**Condensed Fukui functions of the F–B–furyl radical: breaks of smooth models**

The table holds Hirshfeld-condensed Fukui functions $f^-$ and $f^+$ for the ten atoms of F[B]c1ccco1, from vertical electron removal and attachment at TPSSh/6-311+G(d,p) (PySCF) on a GFN2-xTB geometry. The program tests an exponential decay with distance from boron, a common shape $f^+ = s f^-$ off boron with $s$ fixed by the column sums, a Hückel π response with rough recalled parameters, and a dependence on direction relative to the boron σ lobe. The decay fails (rms 0.030 e in $f^-$, positive slope on the ring carbons), and C4 and C6 exceed C3 and C5 by about 0.023 e in both columns. With $s = 0.747$ the worst rows are F1, H8, H10 and C4, at 10 to 28 times the rounding limit. The Hückel line fits the carbons better in $f^+$ ($r = 0.94$) than in $f^-$ ($r = 0.73$), and the correlation with the lobe direction falls from 0.68 to 0.20 without H8. The anion has a positive highest occupied level and an affinity of 0.028 eV, so $f^+$ is the less secure column.

PySCF 2.14.0 calculations at the TPSSh/6-311+G(d,p) level for the neutral doublet radical F–B–(2-furyl) in the gas phase, at its GFN2-xTB geometry. The Fukui functions are condensed to atoms with Hirshfeld charges, from removal (fukui minus) and attachment (fukui plus) of one electron at fixed geometry, with both ions computed as singlets.

## Program and output

```python
# Table: Hirshfeld-condensed Fukui functions f- and f+ (e) per atom of F[B]c1ccco1, PySCF TPSSh/6-311+G(d,p),
# GFN2-xTB geometry. Tested: decay from B, common shape of f+ and f-, pi-relaxation pattern, lobe direction.
T = {
    'row': [1, 2, 3, 4, 5, 6, 7, 8, 9, 10],
    'fukui_minus': [0.143, 0.44, 0.047, 0.063, 0.06, 0.091, 0.037, 0.033, 0.039, 0.048],  # e
    'computed_element': ['F', 'B', 'C', 'C', 'C', 'C', 'O', 'H', 'H', 'H'],
    'fukui_plus': [0.082, 0.58, 0.033, 0.056, 0.041, 0.064, 0.022, 0.043, 0.031, 0.047],  # e
}
import numpy as np
fm = np.array(T['fukui_minus'], float); fp = np.array(T['fukui_plus'], float)
lab = [e + str(i + 1) for i, e in enumerate(T['computed_element'])]
# further outputs of the same runs: in-plane coordinates (A), neutral Hirshfeld charge of B, negative parts, IE, EA
xy = np.array([[-2.64, .27], [-1.73, -.69], [-.24, -.36], [.88, -1.17], [2.01, -.33],
               [1.51, .94], [.19, .95], [.87, -2.24], [3.04, -.62], [2.01, 1.89]])
qB, negm, negp, IE, EA = 0.13, 0.278, 0.167, 8.442, 0.028
o = np.array([0, 2, 3, 4, 5, 6, 7, 8, 9]); C = np.array([2, 3, 4, 5]); ol = [lab[i] for i in o]
v = xy[o] - xy[1]; d = np.linalg.norm(v, axis=1); u = v / d[:, None]
lobe = -(u[0] + u[1]); lobe /= np.linalg.norm(lobe); cs = u @ lobe
join = lambda names, x, f='+.3f': ' '.join(f'{n} {y:{f}}' for n, y in zip(names, x))
print(f'sums: f- {fm.sum():.3f}, f+ {fp.sum():.3f} e; rounding of one entry 0.0005 e')
print(f'B: f- {fm[1]:.3f}, f+ {fp[1]:.3f}, f+ minus f- {fp[1]-fm[1]:+.3f} e, ratio {fp[1]/fm[1]:.2f}')
print(f'B charge: cation {qB+fm[1]:+.3f}, anion {qB-fp[1]:+.3f} e; F-B-C angle {np.degrees(np.arccos(u[0]@u[1])):.0f} deg')
print(f'negative parts: attachment/removal {negp/negm:.2f}; IE - EA {IE-EA:.3f} eV')
print(f'ring with H: f- {fm[2:].sum():.3f}, f+ {fp[2:].sum():.3f} e')
print('A: ln f linear in distance from B, nine atoms other than B')
for n, f in (('f-', fm), ('f+', fp)):
    p = np.polyfit(d, np.log(f[o]), 1); r = f[o] - np.exp(np.polyval(p, d))
    pc = np.polyfit(d[1:5], np.log(f[C]), 1)[0]
    print(f' {n}: slope {p[0]:+.3f}/A, rms {np.sqrt((r**2).mean()):.3f} e; ring carbons only: slope {pc:+.3f}/A')
    print('  residuals (e): ' + join(ol, r))
s = fp[o].sum() / fm[o].sum(); rB = fp[o] - s * fm[o]; rat = fp[o] / fm[o]; tol = 0.0005 * (1 + s)
print(f'B: f+ = s f- off boron, s = {s:.3f} from the sums; rounding limit {tol:.4f} e')
print(' atom  d(B)/A  angle to lobe  f+/f-  f+ - f-  residual/e  residual/rounding')
for k in range(9):
    print(f' {ol[k]:4s} {d[k]:6.2f} {np.degrees(np.arccos(cs[k])):9.0f} {rat[k]:10.2f} {fp[o[k]]-fm[o[k]]:+8.3f} {rB[k]:+9.3f} {abs(rB[k])/tol:10.0f}')
print(f' rms {np.sqrt((rB**2).mean()):.3f} e; worst rows: ' + ', '.join(ol[k] for k in np.argsort(-abs(rB))[:4]))
p = np.polyfit(cs, rat, 1); r = rat - np.polyval(p, cs); m = np.arange(9) != 6
print(f'ratio vs cos(angle to lobe): slope {p[0]:.2f}, r {np.corrcoef(cs, rat)[0,1]:.2f}; without H8 r {np.corrcoef(cs[m], rat[m])[0,1]:.2f}')
print('  residuals: ' + join(ol, r, '+.2f'))
print(f'mean f+/f- by element: F,O {rat[[0,5]].mean():.2f}; C {rat[1:5].mean():.2f}; H {rat[6:].mean():.2f}')
c, h, g = [3, 4, 5], [7, 8, 9], ['C4H8', 'C5H9', 'C6H10']
for n, f in (('f-', fm), ('f+', fp)):
    print(f'{n}: H/C ' + join(g, f[h] / f[c], '.2f') + '; CH sums (e) ' + join(g, f[h] + f[c], '.3f'))
print('CH group f+/f-: ' + join(g, (fp[h] + fp[c]) / (fm[h] + fm[c]), '.2f'))
print('C: ring carbons, additive split (3 constants, 4 points; rounding of each term up to 0.001 e)')
alt = {}
for n, f in (('f-', fm), ('f+', fp)):
    a, b, e, z = f[C]; alt[n] = (b + z - a - e) / 2
    print(f' {n}: mean {f[C].mean():.4f}, C4,C6 over C3,C5 {alt[n]:+.4f}, C5,C6 over C3,C4 {(e+z-a-b)/2:+.4f}, misfit per atom {abs(a+z-b-e)/4:.4f} e')
def pop(hB):  # Hueckel F,B,C3,C4,C5,C6,O, 8 pi electrons; rough recalled parameters in units of beta
    M = np.diag([3.0, hB, 0, 0, 0, 0, 2.0])
    for i, j, k in ((0, 1, .7), (1, 2, .7), (2, 3, 1), (3, 4, 1), (4, 5, 1), (5, 6, .8), (6, 2, .8)):
        M[i, j] = M[j, i] = k
    return 2 * (np.linalg.eigh(M)[1][:, -4:] ** 2).sum(1)
loss = lambda hB: -(pop(hB + .01) - pop(hB - .01)) / .02
print('Hueckel: pi electrons lost per |beta| of lowering of the B p level')
for hB in (-1.5, -1.0, -0.5, 0.0):
    print(f' h_B {hB:+.1f}: ' + join(lab[:7], loss(hB)))
L = loss(-1.0)
for n, f in (('f-', fm), ('f+', fp)):
    p = np.polyfit(L[C], f[C], 1); r = f[:7] - np.polyval(p, L)
    print(f' {n} = {p[1]:.3f} + {p[0]:.3f} x loss (h_B -1.0, carbons), r {np.corrcoef(L[C], f[C])[0,1]:.2f}')
    print('  residuals (e): ' + join([lab[i] for i in C], r[C]) + f'; not fitted: F1 {r[0]:+.3f} O7 {r[6]:+.3f}')
assert abs(fm.sum() - 1) < .005 and abs(fp.sum() - 1) < .005 and fm.argmax() == 1 and fp.argmax() == 1
assert all(f[3] > f[2] and f[5] > f[4] and f[5] == f[C].max() for f in (fm, fp))
assert [i for i in range(10) if fp[i] > fm[i]] == [1, 7]
assert rB.argmin() == 0 and rB.argmax() == 6 and min(alt.values()) > .01
```

Output:

```
sums: f- 1.001, f+ 0.999 e; rounding of one entry 0.0005 e
B: f- 0.440, f+ 0.580, f+ minus f- +0.140 e, ratio 1.32
B charge: cation +0.570, anion -0.450 e; F-B-C angle 121 deg
negative parts: attachment/removal 0.60; IE - EA 8.414 eV
ring with H: f- 0.418, f+ 0.337 e
A: ln f linear in distance from B, nine atoms other than B
 f-: slope -0.144/A, rms 0.030 e; ring carbons only: slope +0.196/A
  residuals (e): F1 +0.071 C3 -0.023 C4 +0.004 C5 +0.009 C6 +0.039 O7 -0.024 H8 -0.023 H9 -0.005 H10 +0.003
 f+: slope -0.060/A, rms 0.017 e; ring carbons only: slope +0.171/A
  residuals (e): F1 +0.034 C3 -0.015 C4 +0.011 C5 -0.001 C6 +0.022 O7 -0.023 H8 -0.001 H9 -0.008 H10 +0.007
B: f+ = s f- off boron, s = 0.747 from the sums; rounding limit 0.0009 e
 atom  d(B)/A  angle to lobe  f+/f-  f+ - f-  residual/e  residual/rounding
 F1     1.32       120       0.57   -0.061    -0.025         28
 C3     1.53       120       0.70   -0.014    -0.002          2
 C4     2.65        97       0.89   -0.007    +0.009         10
 C5     3.76       113       0.68   -0.019    -0.004          4
 C6     3.63       134       0.70   -0.027    -0.004          5
 O7     2.53       148       0.59   -0.015    -0.006          6
 H8     3.03        76       1.30   +0.010    +0.018         21
 H9     4.77       108       0.79   -0.008    +0.002          2
 H10    4.54       142       0.98   -0.001    +0.011         13
 rms 0.012 e; worst rows: F1, H8, H10, C4
ratio vs cos(angle to lobe): slope 0.45, r 0.68; without H8 r 0.20
  residuals: F1 -0.20 C3 -0.07 C4 -0.06 C5 -0.14 C6 +0.02 O7 -0.02 H8 +0.20 H9 -0.06 H10 +0.34
mean f+/f- by element: F,O 0.58; C 0.74; H 1.03
f-: H/C C4H8 0.52 C5H9 0.65 C6H10 0.53; CH sums (e) C4H8 0.096 C5H9 0.099 C6H10 0.139
f+: H/C C4H8 0.77 C5H9 0.76 C6H10 0.73; CH sums (e) C4H8 0.099 C5H9 0.072 C6H10 0.111
CH group f+/f-: C4H8 1.03 C5H9 0.73 C6H10 0.80
C: ring carbons, additive split (3 constants, 4 points; rounding of each term up to 0.001 e)
 f-: mean 0.0653, C4,C6 over C3,C5 +0.0235, C5,C6 over C3,C4 +0.0205, misfit per atom 0.0038 e
 f+: mean 0.0485, C4,C6 over C3,C5 +0.0230, C5,C6 over C3,C4 +0.0080, misfit per atom 0.0000 e
Hueckel: pi electrons lost per |beta| of lowering of the B p level
 h_B -1.5: F1 +0.016 B2 -0.076 C3 -0.004 C4 +0.033 C5 +0.002 C6 +0.030 O7 -0.000
 h_B -1.0: F1 +0.019 B2 -0.130 C3 +0.007 C4 +0.051 C5 +0.004 C6 +0.051 O7 -0.001
 h_B -0.5: F1 +0.019 B2 -0.247 C3 +0.040 C4 +0.083 C5 +0.013 C6 +0.096 O7 -0.003
 h_B +0.0: F1 +0.008 B2 -0.513 C3 +0.145 C4 +0.133 C5 +0.038 C6 +0.194 O7 -0.006
 f- = 0.051 + 0.514 x loss (h_B -1.0, carbons), r 0.73
  residuals (e): C3 -0.007 C4 -0.014 C5 +0.007 C6 +0.014; not fitted: F1 +0.083 O7 -0.013
 f+ = 0.034 + 0.504 x loss (h_B -1.0, carbons), r 0.94
  residuals (e): C3 -0.005 C4 -0.004 C5 +0.004 C6 +0.004; not fitted: F1 +0.038 O7 -0.012
```
